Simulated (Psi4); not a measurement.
# How methods differ on CH3CdFS (SMILES C[S][Cd][F])

The species is CH3CdFS (7 atoms), meant as a singlet with charge 0. SMILES: `C[S][Cd][F]`. Geometry: optimised at PBE0/def2-TZVP.

Quantity: the HOMO–LUMO gap, in eV. The values are calculated.

```
                                                 level                    kind  program  value (eV)  CPU time
   PBE-D4/def2-TZVPP (density fitting, core potential)                     GGA     Psi4        3.32      39 s
r2SCAN-D4/def2-TZVPP (density fitting, core potential)                meta-GGA     Psi4        3.79      75 s
 B3LYP-D4/def2-TZVPP (density fitting, core potential)           global hybrid     Psi4        4.83      35 s
  PBE0-D4/def2-TZVPP (density fitting, core potential)           global hybrid     Psi4        5.36      35 s
  wB97M-V/def2-TZVPP (density fitting, core potential)  range-separated hybrid     Psi4        9.27      85 s
```

The values span 3.32 to 9.27 eV. Orbital gaps aren't excitation energies; they tend to grow with the share of exact exchange. CPU times are rough (shared hosts, several kinds of processor and program).

The gap widens at every step from PBE to wB97M-V, but unevenly: the two global hybrids lie fairly close together at 4.83 and 5.36 eV, while the range-separated hybrid stands well apart at 9.27 eV. This is probably because nonlocal exchange pulls the occupied levels down while doing little to stabilise the empty ones, most of all where it becomes complete at long range.

All five methods leave a clear gap, as expected for closed-shell Cd(II) with a filled 4d shell. The HOMO is probably a sulfur 3p lone pair, since thiolate sulfur is less electronegative than fluorine and holds its electrons less tightly. The LUMO probably has mainly Cd 5s character, mixed with antibonding ligand contributions. On that picture the gap reflects ligand-to-metal charge transfer rather than a d–d separation. Without a computed ionisation energy and electron affinity, the spread can't show which method comes closest to the molecule's fundamental gap.
